# Reading valence density from an energy-loss peak

## Question

A fast electron passing through a crystal can hand over energy and momentum to the valence electrons. The table gives, for six crystals with tetrahedral bonds, the energy at which this loss is strongest. The response was computed in the random-phase approximation on PBE states.

Energy-loss peaks of six crystals at finite momentum transfer, computed with Yambo 5.3.0 in the random-phase approximation on Quantum ESPRESSO PBE states, without spin polarisation, spin-orbit coupling or quasiparticle corrections. The InP and Si cells are compressed to 92 % of their original volume. The broadening is 0.5 eV for Si and SiC and 0.2 eV for the others.

| system | occupations | smearing width | potentials | wave cutoff | density cutoff | space group | volume (Å³/atom) | shortest distance (Å) | k-mesh | loss peak (eV) |
| --- | --- | --- | --- | --- | --- | --- | --- | --- | --- | --- |
| Sn (Fd-3m) | fermi-dirac | 0.05 eV | PseudoDojo-0.4.1-SR-PBE-standard | 979.61 eV | 3918.44 eV | Fd-3m | 33.80 | 2.80 | 12x12x12 | 16.281 |
| InP (F-43m) | fixed | n/a | PseudoDojo-0.4.1-SR-PBE-standard | 952.399 eV | 3809.59 eV | F-43m | 23.15 | 2.47 | 5x5x5 | 17.839 |
| Si (Fd-3m) | fixed | n/a | SG15-PBE-1.2 | 952.399 eV | 3809.59 eV | Fd-3m | 18.55 | 2.29 | 14x14x14 | 18.090 |
| AlN (F-43m) | fixed | n/a | PseudoDojo-0.4.1-SR-PBE-standard | 680.285 eV | 2748.35 eV | F-43m | 10.42 | 1.89 | 6x6x6 | 20.703 |
| BAs (F-43m) | fixed | n/a | SG15-PBE-1.2 | 952.399 eV | 3809.59 eV | F-43m | 13.63 | 2.07 | 12x12x12 | 21.910 |
| SiC (F-43m) | fixed | n/a | PseudoDojo-0.4.1-SR-PBE-standard | 1115.67 eV | 4462.67 eV | F-43m | 10.35 | 1.89 | 6x6x6 | 23.317 |

Each spectrum belongs to a particular momentum transfer $q$, stated here as a wave number:

| Crystal | $q$ (1/Å) |
|---|---|
| Sn | 0.84 |
| InP | 0.76 |
| Si | 0.44 |
| AlN | 0.83 |
| BAs | 0.57 |
| SiC | 0.42 |

(a) Explain why the loss peak tends to rise as the volume per atom falls.

(b) Silicon has the higher valence density, yet its peak nearly coincides with that of InP. Explain this, and estimate the InP peak from its volume and momentum transfer.

(c) AlN and SiC have almost the same volume per atom. Account for the position of AlN, and say how secure the explanation is.

## Model answer

### (a) A denser electron cloud is a stiffer spring

Push all the valence electrons slightly to one side and leave the ions where they are. One face of the crystal becomes negative and the other positive, and the field between them pulls the electrons back. They overshoot and swing to and fro together. This collective swing is the plasmon, and the loss peak marks the energy needed to excite it.

Packing more electrons into the same volume makes the field stronger for the same displacement. For a shift $x$ of electrons with density $n$, the field is $nex/\varepsilon_0$, where $e$ is the elementary charge and $\varepsilon_0$ the vacuum permittivity. Each electron of mass $m$ then feels a restoring force $ne^2x/\varepsilon_0$, as if tied to a spring. The frequency $\omega_p$ follows as for any spring:

$$\omega_p^2=\frac{ne^2}{\varepsilon_0 m}.$$

The plasmon energy $\hbar\omega_p$ therefore grows as the square root of the density. All six crystals have on average four outer s and p electrons per atom, so $n=4/V$, with $V$ the volume per atom. From tin to SiC the density rises by a factor of 3.3, and the square root alone would raise the peak by a factor of 1.8. The computed peak rises by only 1.4, so density gives the direction of the trend but overstates its steepness.

The tin calculation also contains ten 4d electrons per atom, which are left out of this count. They are held too tightly to swing with the others at the energy of the peak. Counting all 14 electrons would give $12.8\sqrt{14/4}=23.9$ eV, far above the computed 16.3 eV. Indium brings ten 4d electrons into the InP calculation as well. They are left out of the count too, but they lie closer in energy to the loss peak and may shift it somewhat. What matters is the density of electrons that are loosely bound on the scale of the plasmon energy.

### (b) A short wave must also compress the electrons

At finite momentum transfer the electrons do not all move by the same amount. The swing becomes a wave of length $2\pi/q$, here roughly 7 to 15 Å, with crests where electrons crowd together and troughs where they thin out. The Pauli principle makes electrons resist crowding, because extra electrons in a region must occupy states of higher kinetic energy. This pressure adds to the electric restoring force, and it does so more strongly for a shorter wave.

For a uniform electron gas, the peak energy $E$ at modest $q$ is approximately

$$E^2=(\hbar\omega_p)^2+\frac{12}{5}E_FE_q+E_q^2,\qquad E_q=\frac{\hbar^2q^2}{2m}.$$

The first term is the electric spring. The second is the pressure, set by the Fermi energy $E_F$, the highest kinetic energy in the gas. The last is a small quantum correction.

For InP, $n=4/23.15=0.173$ Å⁻³. With $e^2/4\pi\varepsilon_0=14.40$ eV Å and $\hbar^2/m=7.62$ eV Å², the electric part is

$$\hbar\omega_p=\sqrt{4\pi\times14.40\times7.62\times0.173}\ \text{eV}\approx15.4\ \text{eV}.$$

The Fermi wave number is $(3\pi^2n)^{1/3}=1.72$ Å⁻¹, which gives $E_F=\tfrac12\times7.62\times1.72^2\approx11.3$ eV. The momentum transfer gives $E_q=\tfrac12\times7.62\times0.764^2\approx2.22$ eV. Together,

$$E=\sqrt{15.4^2+2.4\times11.3\times2.22+2.22^2}\ \text{eV}\approx17.4\ \text{eV},$$

which is 0.4 eV below the computed InP peak.

The same steps explain the near coincidence with silicon. Density alone would put silicon 1.8 eV above InP. The InP wave is much shorter, however, and its pressure term recovers most of that difference, leaving an estimated gap of 0.5 eV. The computed gap is 0.25 eV, about one step of the energy grid, so the order of the two peaks should not be interpreted.

Momentum also flattens the climb in part (a). Tin has the lowest density but the largest momentum transfer, and SiC the smallest. The next table shows what the correction does when the formula is applied to every crystal, with no constant adjusted to the computed peaks.

| Crystal | Density only (eV) | Density and momentum (eV) | Density and momentum, less computed peak (eV) |
|---|---|---|---|
| Sn | 12.8 | 15.1 | −1.2 |
| InP | 15.4 | 17.4 | −0.4 |
| Si | 17.2 | 17.9 | −0.2 |
| AlN | 23.0 | 25.6 | +4.9 |
| BAs | 20.1 | 21.3 | −0.6 |
| SiC | 23.1 | 23.7 | +0.4 |

### (c) In AlN, some valence electrons probably do not join the swing

AlN peaks 2.6 eV below SiC, although the two have the same valence density to within about one per cent. Its shorter wave should push the peak up, which makes the discrepancy worse. A uniform gas of all eight valence electrons per pair of atoms is therefore a poor picture of AlN.

The likely reason is the nitrogen 2s level. In the free atom it lies several eV deeper than the carbon 2s level, and in the crystal its electrons stay largely on nitrogen. Their excitations should lie near or above the energy of the loss peak. Electrons driven below their own resonance behave like the charge in an insulator: they shift so as to weaken the field, which softens the spring for the others.

A simple test of size is to leave out the two 2s electrons and count six per pair of atoms. The estimate for AlN, with momentum included, falls from 25.64 to 22.45 eV. This removes about two thirds of the error and places AlN below SiC, as computed. An excess of 1.75 eV remains. Some excess is expected, because leaving the 2s electrons out also leaves out the softening they cause.

SiC serves as the control. Leaving out two electrons there puts the estimate 2.7 eV too low, whereas all eight give a value only 0.4 eV too high. Within this simple model, the two crystals call for different counts. That the nitrogen 2s electrons are the cause remains an argument from their binding, since no calculation here isolates their share of the response. The AlN run also combined a coarse 6x6x6 k-mesh with a narrow broadening of 0.2 eV, so a few single transitions may decide where a broad loss has its highest point. Neither this nor the effect of the low plane-wave cutoff, 680 eV, was tested.

## Remarks on the reasoning

**A good number can come from an incomplete argument.** For AlN, a candidate might count six electrons and forget the momentum, obtaining $23.0\sqrt{6/8}=19.9$ eV. This lies closer to the computed 20.7 eV than the fuller estimate does. It still deserves fewer marks, because the spectrum was computed for a short wave and the pressure term belongs in the estimate. The closer agreement comes from omitting a contribution that raises the peak.

**Agreement does not single out momentum as the only correction.** Including it reduces the average size of the error from 1.8 to 0.6 eV over the five crystals other than AlN. But real valence electrons are also tied to their bonds, and this binding can raise a plasmon too. An estimate based on the static dielectric constant $\varepsilon$ at the same momentum, $\hbar\omega_p/\sqrt{1-1/\varepsilon}$, contains both effects and misses the same five peaks by 0.9 eV on average. A full answer therefore presents momentum as a well-founded part of the explanation, and leaves its exact share open.

**The dielectric estimate also helps with AlN.** It assumes that all the loss sits in one peak, and it gives 28.5 eV for AlN. The computed peak lies nearly 8 eV lower, which suggests that much of the loss is spread over higher energies. That fits electrons whose excitations lie at higher energies, as proposed for nitrogen 2s, but it does not identify them.

**Small differences should be left alone.** Tin has the largest error of the five, and its response was summed over only 20 empty bands, with no test of whether more would move the peak. Spin-orbit coupling, which is sizeable in tin, is left out as well, though it should matter little at so high an energy. Tin's 1.2 eV is thus no clean measure of what the electron-gas picture lacks. Nor is the 0.4 eV for InP, whose k-points were spaced almost as widely as those of AlN, with the same narrow broadening. For InP, AlN and SiC, Yambo also warned that the sum over bands stops partway through a set of degenerate levels, and the effect of this on the peaks was not tested. For InP and silicon, a comparison with measured spectra must also allow for the cells, which were compressed to 92 % of their volume. By density scaling alone, this raises each peak by about 0.7 eV.

**The inverse problem is less forgiving.** An engineer may wish to turn a loss peak into a valence density, for instance to follow the composition of a film. Since density goes as the square of the energy, a small relative error in the peak counts double. If momentum and binding were ignored, the tin peak would give a density too high by a factor $(16.3/12.8)^2\approx1.6$, while the AlN peak would give one too low, by a factor $(20.7/23.0)^2\approx0.8$. Peaks should therefore be compared at the same momentum transfer, and converted to density only once it is clear which electrons take part in the swing.
